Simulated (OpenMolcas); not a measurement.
# A ladder of methods for SiH2 (SMILES [SiH2])

SiH2 has 3 atoms, charge 0, and is taken as a singlet. SMILES: `[SiH2]`. The shape is that of a PBE0-D4/def2-TZVP optimisation.

```xyz
3

Si   -0.4912    0.4686   -0.2136
H     0.8403    0.5786    0.5225
H    -0.3491   -1.0472   -0.3089
```

Quantity: the vertical energy of the triplet above the singlet, in eV. The values are calculated.

```csv
level,kind,program,value (eV),less FCI/pcseg-0,CPU time (all runs)
HF/pcseg-0,Hartree–Fock,OpenMolcas,0.47,-0.31,3 s
SVWN5/pcseg-0,LDA,OpenMolcas,0.99,+0.21,6 s
PBE/pcseg-0,GGA,OpenMolcas,0.93,+0.15,6.6 s
r2SCAN/pcseg-0,meta-GGA,OpenMolcas,0.71,-0.07,8.8 s
PBE0/pcseg-0,global hybrid,OpenMolcas,0.88,+0.10,6.7 s
"CASSCF(6,6)/pcseg-0",multireference,OpenMolcas,0.72,-0.06,5.4 s
"MC-PDFT[tPBE](6,6)/pcseg-0",multireference,OpenMolcas,1.11,+0.33,5.5 s
"CCSD(T)/pcseg-0, open shells restricted",coupled cluster or CI,OpenMolcas,0.78,0.00,4.2 s
"FCI/pcseg-0, open shells restricted",exact in the basis,OpenMolcas,0.78,0.00,4.6 s
```

FCI/pcseg-0, open shells restricted is exact within its basis and frozen core, so for wave-function methods in that basis the difference is their error; functionals converge differently with the basis, so for them it is only a difference. The values span 0.47 to 1.11 eV. All rows use very small basis sets, so even the best lies far from the true value. CPU times are rough (shared hosts, several kinds of processor): they show what a rung costs within a factor of a few.

Every method places the singlet below the triplet at this geometry. The singlet keeps two electrons in a lone pair of strong 3s character and leaves the out-of-plane 3p orbital empty; promoting one of them costs more than the exchange gained by parallel spins. Hartree–Fock gives the smallest gap, 0.47 eV, because it omits the opposite-spin correlation of that pair, while the triplet's open-shell electrons are already kept apart by antisymmetry. The full-valence CASSCF recovers most of the shortfall, largely by mixing in the configuration with the pair in the empty 3p orbital. CCSD(T) matches FCI to the printed precision, so this mixing is modest enough for a single-reference treatment.

The FCI gap of 0.78 eV is probably too small for the real molecule, since a basis without d functions on silicon describes the angular correlation of the lone pair poorly. The adiabatic gap, which would be lowered by the triplet opening its bond angle, doesn't follow from these vertical energies.
